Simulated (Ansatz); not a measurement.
**Ionic part of the dielectric constant of BN at -28.9 GPa, mode by mode**

These are results of Ansatz 0.2.0, DFT LDA, scalar-relativistic, plane waves, PAW, not measurements. Plane waves to 420 eV; Γ-centred k mesh 10×10×10; fixed occupations. No spin polarisation. Phonons by linear response, acoustic sum rule imposed.

Symmetry: F-43m, No. 216, cubic system. Conventional cell: a = 3.682 Å, b = 3.682 Å, c = 3.682 Å, α = 90.00°, β = 90.00°, γ = 90.00°. B (site symmetry -43m) has 4 N at 1.59 Å as nearest neighbours. N (site symmetry -43m) has 4 B at 1.59 Å as nearest neighbours.

The cell is the ideal cubic zincblende prototype.

The primitive cell has V = 12.48 Å³ and ε∞,xx = 4.652. Each polar mode adds Δε = (4.92064×10⁷/V)·S/ν² along x, with S its oscillator strength in e²/amu, ν in cm⁻¹ and V in Å³.

Question: From these modes, find each Δε and ε0,xx.
```tsv
ν (cm⁻¹)	S_xx (e²/amu)
960.8	0.6026
```

Answer:
| ν (cm⁻¹) | Δε |
| --- | --- |
| 960.8 | 2.57 |

The sum is 2.574, so ε0,xx = 7.23; the run's tensor has 7.23.

Question: Where do the longitudinal modes lie for a wave vector along x?

Answer: At 1198 cm⁻¹. The Lyddane–Sachs–Teller product Π(ν_LO/ν_TO)² = 1.55 matches ε0/ε∞ = 1.55.

Cost: 1 run of about 2.4 core-minutes, on Intel Xeon Processor @ 2.50GHz (Skylake/Cascade Lake) (shared hosts).

The static dielectric response of this stretched BN is mainly electronic: the lattice adds 2.57 to an ε∞,xx of 4.652. The polar mode does carry a sizeable dynamical charge, since the B–N bond is partly ionic and charge shifts along it as the sublattices move apart. What limits the lattice term is the stiffness of the short, strongly covalent sp³ network. The light atoms raise the frequency but don't reduce the static contribution, because the mass cancels between oscillator strength and squared frequency.

The same dynamical charge produces the macroscopic field that lifts the longitudinal mode to 1198 cm⁻¹, with the electrons screening part of that field. The negative pressure means the bonds are under tension, which probably softens the transverse mode and enlarges the ionic term relative to the unstrained crystal, though a single volume can't establish that trend. A real optical frequency at the zone centre also doesn't show that the expanded lattice is dynamically stable at other wave vectors.
